Worked problem: the Bohr–Weisskopf correction for a uniformly magnetised nucleus in ¹⁷¹Yb⁺ and ¹⁷¹YbF

The qubit frequency of a ¹⁷¹Yb⁺ ion in a microfabricated trap and the hyperfine splitting of a donor in silicon come from the same coupling of an s electron to the nuclear magnetic moment μ. A point-dipole calculation overestimates this coupling, because the electron spends part of its time inside the nucleus, where only part of the moment acts on it. We write the hyperfine constant as A = A₀(1 − ε). Here A₀ holds everything else, including the finite nuclear charge, and ε > 0 is the correction named after Bohr and Weisskopf (1950).

PROBLEM

Inputs (approximate, taken as given):
• ¹⁷¹Yb: Z = 70, I = 1/2, μ ≈ 0.494 μN, rms charge radius ≈ 5.29 fm. The charge fills a uniform sphere of radius R = √(5/3) × 5.29 fm = 6.83 fm. The magnetisation fills a uniform sphere of radius R_M ≤ R.
• Yb⁺: A(6s) ≈ 12 640 MHz, A(6p₁/₂) ≈ 2100 MHz, 6s binding energy ≈ 12 eV.
• YbF ground state, with H = A∥ I_z S_z + A⊥(I_x S_x + I_y S_y) and z along the bond: A∥ ≈ 7420 MHz, A⊥ ≈ 7180 MHz. The unpaired orbital is a 6s/6pσ hybrid on Yb with an illustrative pσ weight w_p = 0.15.
• ³¹P donor in Si: Z = 15, R = R_M ≈ 4.12 fm, A ≈ 117.5 MHz.
• Constants: ƛ = ħ/mc = 386.16 fm, a₀ = 52 918 fm.

Find (a) ε for Yb⁺ 6s at R_M = R and the shift in MHz, (b) how ε depends on R_M and how it compares with a thin magnetised shell, (c) the shifts of A∥ and A⊥ in YbF, (d) the light-atom limit, applied to Si:P.

SOLUTION

1. Why the formula holds

Let the magnetisation be μ m(r), with fixed direction and a spherical density m(r) normalised to one. Adding the vector potentials of all dipole elements gives

𝐀(r) = (μ₀/4π) μ × ∫ m(r′) (r − r′)/|r − r′|³ d³r′ = (μ₀/4π) (μ × r/r³) F(r).

The integral has the form of the electric field of a spherical charge cloud, so Gauss's law applies and F(r) is the fraction of the moment inside radius r. For the uniform sphere F = r³/R_M³ inside and F = 1 outside. Inside, 𝐀 ∝ μ × r/R_M³, which is a uniform field B = 2μ₀μ/(4πR_M³) = 1.6 × 10⁹ T for R_M = 6.83 fm. This ball is the same magnetic object as a surface current proportional to sin θ on the sphere, since uniform magnetisation M carries only the bound surface current M × n. A different object is a thin shell of parallel dipoles at R_M, for which F = 0 inside. That is the shell model used below.

Write the Dirac spinor as (1/r)(P Ω_κ, iQ Ω_−κ), with κ = −1 for s₁/₂ and κ = +1 for p₁/₂. The perturbation is e c α·𝐀 for charge −e (α here the Dirac matrices). Its angular part does not depend on F, and with g_I = μ/(I μN)

hA = (μ₀/4π) e c g_I μN · 2κ/[j(j+1)] · ∫₀^∞ P Q r⁻² F(r) dr.

Dividing by the same expression with F = 1:

ε = ∫₀^R_M P Q r⁻² (1 − r³/R_M³) dr / ∫₀^∞ P Q r⁻² dr.

The value of μ and the normalisation of the orbital both cancel. Only the shape of P Q near the nucleus is needed.

2. The orbital inside the nucleus

The depth of the nuclear potential is 3Zαħc/(2R) = 22.1 MeV (α now the fine-structure constant). Against this the 12 eV binding is negligible, so we solve the Dirac equation at E = mc² in the bare nuclear field. Step 5 sizes this approximation. Define x = r/R and

ξ = Zα = 0.51081, γ = √(1 − ξ²) = 0.85969, ρ = R/ƛ = 6.83 fm/386.16 fm = 0.017687.

With v(x) = ξ(3 − x²)/2 inside and v = ξ/x outside, the κ = −1 equations are

dP/dx = P/x + (2ρ + v) Q, dQ/dx = −Q/x − v P.

Insert P = x Σ a_k x^(2k) and Q = x² Σ b_k x^(2k) with a₀ ≡ 1 as a coefficient, so that P and Q are dimensionless and unnormalised:

2k a_k = (2ρ + 3ξ/2) b_(k−1) − (ξ/2) b_(k−2), (2k + 3) b_k = −(3ξ/2) a_k + (ξ/2) a_(k−1).

This gives a₁ = −0.10237, a₂ = 0.02969, a₃ = −0.00378 and b₀ = −0.25541, b₁ = 0.06677, b₂ = −0.00698, b₃ = 0.00116. Summed to convergence, P(1) = 0.92385 and Q(1) = −0.19456. The integrand is

−P Q/x² = x (0.25541 − 0.09291 x² + 0.02140 x⁴ − 0.00483 x⁶ + 0.00078 x⁸ − …) ≡ Σ c_k x^(2k+1).

It starts linearly in r, but the curvature of the potential bends it down towards the surface. Term by term:

S = ∫₀¹ (−P Q/x²) dx = Σ c_k/(2k + 2) = 0.10751
T = ∫₀¹ (−P Q/x²) x³ dx = Σ c_k/(2k + 5) = 0.03980
N = S − T = 0.06771

N is the numerator for the ball and S the numerator for the shell.

3. The orbital outside the nucleus

Let Θ = x d/dx, q = −Q and t = 2Zr/a₀, so t_R = 2 × 70 × 6.83 fm/52 918 fm = 0.018070. The second equation gives P = (Θ + 1) q/ξ, and the first then becomes Θ²q = (γ² − t) q. With y = 2√t this is Bessel's equation of order ν = 2γ = 1.71938. Take the two solutions scaled to behave as x^(±γ) at small t:

f± = Γ(1 ± ν) t_R^(∓γ) J_±ν(y), q = C₊ f₊ + C₋ f₋.

At x = 1: f₊ = 0.99337, Θf₊ = 0.84738, f₋ = 1.02431, Θf₋ = −0.85708. Continuity of P and Q requires q = 0.19456 and Θq = ξP − q = 0.27735. Solving the two linear equations gives C₊ = 0.26222 and C₋ = −0.06435.

One integration by parts removes P:

I_out = ∫₁^∞ P q x⁻² dx = [ (3/2) K − q(1)²/2 ]/ξ, K = ∫₁^∞ q² x⁻² dx = C₊² K₊₊ + 2C₊C₋ K₊₋ + C₋² K₋₋,

where K_ab = ∫₁^∞ f_a f_b x⁻² dx. The large term follows from ∫₀^∞ J_ν² y⁻³ dy = 1/[4ν(ν² − 1)] and dx/x² = 8 t_R dy/y³:

K₊₊ = 2Γ(1 + ν)² t_R^(1−ν)/[ν(ν² − 1)] − ∫₀¹ f₊² x⁻² dx = 26.261 − 1.382 = 24.879.

The two small terms are K₊₋ = 1.0089 and K₋₋ = 0.3955 (quadrature or series). Hence K = 1.6782, I_out = 4.8910, and the full denominator is D = S + I_out = 4.9985.

4. Part (a): Yb⁺ 6s

Since dr/r² = dx/(R x²), both integrals carry the factor 1/R:

ε = (N/R)/(D/R) = 0.009913 fm⁻¹/0.7318 fm⁻¹ = 1.355 %.

From A = A₀(1 − ε), the amount by which a point dipole overshoots is

A₀ − A = A ε/(1 − ε) = 12 640 MHz × 0.01373 = 174 MHz, A₀ = 12.81 GHz.

For I = J = 1/2 the splitting between the F = 1 and F = 0 levels equals A, so in this model the qubit frequency lies 0.17 GHz below its point-dipole value.

5. How many figures survive

The other electrons raise the potential at the nucleus by about 1.79 Z^(4/3) hartree in the Thomas–Fermi model, which is 14 keV. Near the nucleus this acts as an effective binding energy. Its influence can be gauged from the point-nucleus 1s state, P = r^γ exp(−Zr/a₀) and Q = −(1 − γ)P/ξ, which is bound by (1 − γ)mc² = 72 keV. At equal amplitude near the origin, its hyperfine integral exceeds the zero-binding one by the factor (1 + γ)(1 + ν)/[3Γ(1 + ν)] = 1.07. Linear scaling to 14 keV gives about 1.5 % of D, which lowers ε by about 0.02 percentage points. So ε ≈ 1.35 % with the last figure uncertain, and further digits below serve only for ratios. Core polarisation changes A₀ noticeably but acts mostly through s orbitals of the same inner shape, so it leaves ε nearly unchanged.

One term inside A₀ rivals the effect. The QED correction for s states is α/2π + (ln 2 − 5/2) α(Zα) = −0.6 % to leading orders, or about 70 MHz downwards. At Zα = 0.51 this expansion is only a rough guide. Anyone extracting ε from a computed A₀ must include the QED term.

6. Part (b): magnetic radius and shell model

Keep R fixed, so that P, Q and D do not change, and set η = R_M/R ≤ 1:

ε_ball = (1/D) Σ c_k η^(2k+2) · 3/[(2k + 2)(2k + 5)], ε_shell = (1/D) Σ c_k η^(2k+2)/(2k + 2).

The k = 0 terms are (3/10) c₀η²/D and (1/2) c₀η²/D. At leading order, then, ε grows as R_M² and the ball gives 3/5 of the shell value. The 3/5 is the mean of r²/R_M² over a uniform ball: for a linear integrand every model with parallel dipoles gives ε proportional to the mean-square magnetic radius. The full sums are:

η = 0.5: ε_ball = 0.371 %, ε_shell = 0.611 %, ratio 0.608, ε_ball/η² = 1.48 %
η = 0.9: ε_ball = 1.122 %, ε_shell = 1.798 %, ratio 0.624, ε_ball/η² = 1.39 %
η = 1.0: ε_ball = 1.355 %, ε_shell = 2.151 %, ratio 0.630, ε_ball/η² = 1.35 %

The linear term alone gives ε_ball/η² = 1.53 %, which is 13 % too high at η = 1. Differentiating the numerator with respect to η gives η dN/dη = 3T at η = 1, so the local exponent is 3T/N = 1.76 and not 2. A 1 % change of R_M moves A(6s) by 3 MHz. Choosing the shell in place of the ball raises the shift from 174 MHz to 278 MHz. The profile of the magnetisation therefore matters far more than a per-cent uncertainty in the radius.

7. Part (c): YbF

Only s₁/₂ and p₁/₂ spinors have a component that is finite at the origin, so only their diagonal blocks feel F(r) appreciably. The hyperfine operator has even parity and does not couple s to p on the same centre.

For κ = +1 the signs of the 1/x terms reverse, the series start as Q = x and P = (2ρ + 3ξ/2) x²/3, and Q obeys the same Bessel equation outside. Now P = −(Θ − 1)Q/ξ and I_out = [K + Q(1)²]/(2ξ). The same steps give N = 0.07107 and D = 22.83, so ε(p₁/₂) = 0.31 %, which is 0.23 of the s value.

A pσ orbital with spin up or down has the amplitude −√(1/3) or +√(1/3) on p₁/₂ with m = ±1/2. The p₁/₂ block therefore adds +(w_p/3) A(6p₁/₂) = +105 MHz to A∥, which involves the square of one amplitude, and −105 MHz to A⊥, which involves the product of the two. Its correction is 105 MHz × 0.31 % = 0.3 MHz.

The s block is isotropic. We identify it with

A_iso = (A∥ + 2A⊥)/3 = 7260 MHz.

The p₁/₂ block contributes (105 − 2 × 105)/3 = −35 MHz to A_iso, partly cancelled by the p₃/₂ terms. Even uncancelled it would alter the result by only 0.5 MHz. Contributions of configurations with a 4f hole are not in the model. Then

A₀ − A = 7260 MHz × 0.01373 = 100 MHz

for both A∥ and A⊥. The anisotropy A∥ − A⊥ = 240 MHz is reduced by only 2 × 0.3 MHz, or 0.7 MHz before rounding the factor. The molecule inherits the atomic ε(s): the bond sets how much s amplitude reaches the nucleus, and the nucleus sets the shape.

8. Part (d): light atoms and Si:P

For ξ ≪ 1 the small component is Q ≈ (ƛ/2) r d(P/r)/dr, so ∫₀^∞ P Q r⁻² dr = −(ƛ/4)(P/r)² at r = 0. With P = x this means D = 1/(4ρ). Inside, −P Q/x² = (ξ/2) x (1 − x²/5), from b₀ = −ξ/2 and b₁ = ξ/10. The x² term survives even at low Z. Then N = (ξ/2)(3/10 − 3/140) = (ξ/2)(39/140), and since ξρ = ZR/a₀,

ε = (39/70) Z R/a₀, ball/shell = 13/21 = 0.619.

For Yb this would give 0.50 %, so relativity enhances ε by a factor of 2.7. The ground state of the P donor is s-like at its nucleus, and there ε = (39/70) × 15 × 4.12 fm/52 918 fm = 6.5 × 10⁻⁴. The relativistic enhancement is of the order of (2ZR/a₀)^(2γ−2) = 1.08, so one figure is safe: the model's shift is 117.5 MHz × 6.5 × 10⁻⁴ ≈ 0.08 MHz. It is a fixed fraction of A for a given isotope, so it rescales gate or strain tuning of A by the same factor 1 − ε.

9. What the numbers mean

The uniform-ball model gives ε ≈ 1.35 % for s electrons on ¹⁷¹Yb, a reduction of 0.17 GHz in A(6s) of Yb⁺ and of 0.10 GHz in both A∥ and A⊥ of YbF. These are the model's values and not those of the nucleus. The moment of ¹⁷¹Yb comes largely from an odd neutron whose spin is coupled to its orbit, so the dipoles are not parallel. As typical knowledge, single-particle nuclear estimates for this isotope lie near 2.4 %, which puts the ball model low by nearly a factor of two, and since the nucleus is deformed that estimate is itself uncertain. The electronic quantities c_k and D found here can be reused with any improved F(r).